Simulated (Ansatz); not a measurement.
**Strength of the C–Si bond: C3H8O2Si → C2H5O2Si + CH3**

Species: C3H8O2Si `C[SiH2]OC(C)=O`, singlet; C2H5O2Si `CC(=O)O[SiH2]`, doublet; CH3 (methyl radical) `[CH3]`, doublet. 

Shapes, held fixed at every level: PBE0-D4/def2-TZVP. Flexible molecules stand in one conformer, not always the lowest. Programs: Ansatz 0.2.0. Electronic energies: no zero-point or thermal term.

```tsv
level	kind	ΔE (kJ/mol)	less CCSD(T)/CBS estimate
PBE-D4/def2-TZVPP	GGA	+390.3	-18.6
r2SCAN-D4/def2-TZVPP	meta-GGA	+376.5	-32.4
wB97M-V/def2-TZVPP	range-separated hybrid	+413.2	+4.3
wB97X-V/def2-TZVPP	range-separated hybrid	+411.5	+2.6
B2PLYP/def2-TZVPP	double hybrid	+389.8	-19.1
CCSD/def2-TZVPP	coupled cluster or CI	+390.9	-18.0
CCSD(T)/CBS estimate	coupled cluster or CI	+408.9	0.0
```

The highest level, CCSD(T)/CBS estimate, gives ΔE = +408.9 kJ/mol; the levels span +376.5 to +413.2. The column of differences is taken from that level and isn't an error. No measured value is set beside it here. Open shells run unrestricted unless RO is named. The CBS estimate extrapolates MP2 from def2-TZVPP and def2-QZVPP and adds CCSD(T) − MP2 in the triple-zeta set, cores frozen.

Homolysis of the Si–CH3 bond costs +408.9 kJ/mol at the highest level, which marks a strong single bond. The strength comes from good σ overlap between silicon and carbon, reinforced by polarity: carbon is the more electronegative partner, and the acetoxy oxygen draws further charge from silicon. Neither fragment recovers much of the cost, since methyl has no neighbouring group to delocalise its unpaired electron and the silyl radical keeps its own largely on a pyramidal silicon centre.

The two range-separated hybrids lie slightly above the reference, while every other lower level falls below it, r2SCAN-D4 furthest at -32.4 kJ/mol. Moving from GGA to meta-GGA therefore worsens the agreement here, and the double hybrid does no better than PBE-D4. The CCSD shortfall of -18.0 kJ/mol can't be read as the triples contribution alone, because it probably also contains basis-set incompleteness in the correlation energy of the broken electron pair. How much the acetoxy group strengthens the bond remains open without the same cleavage in methylsilane.
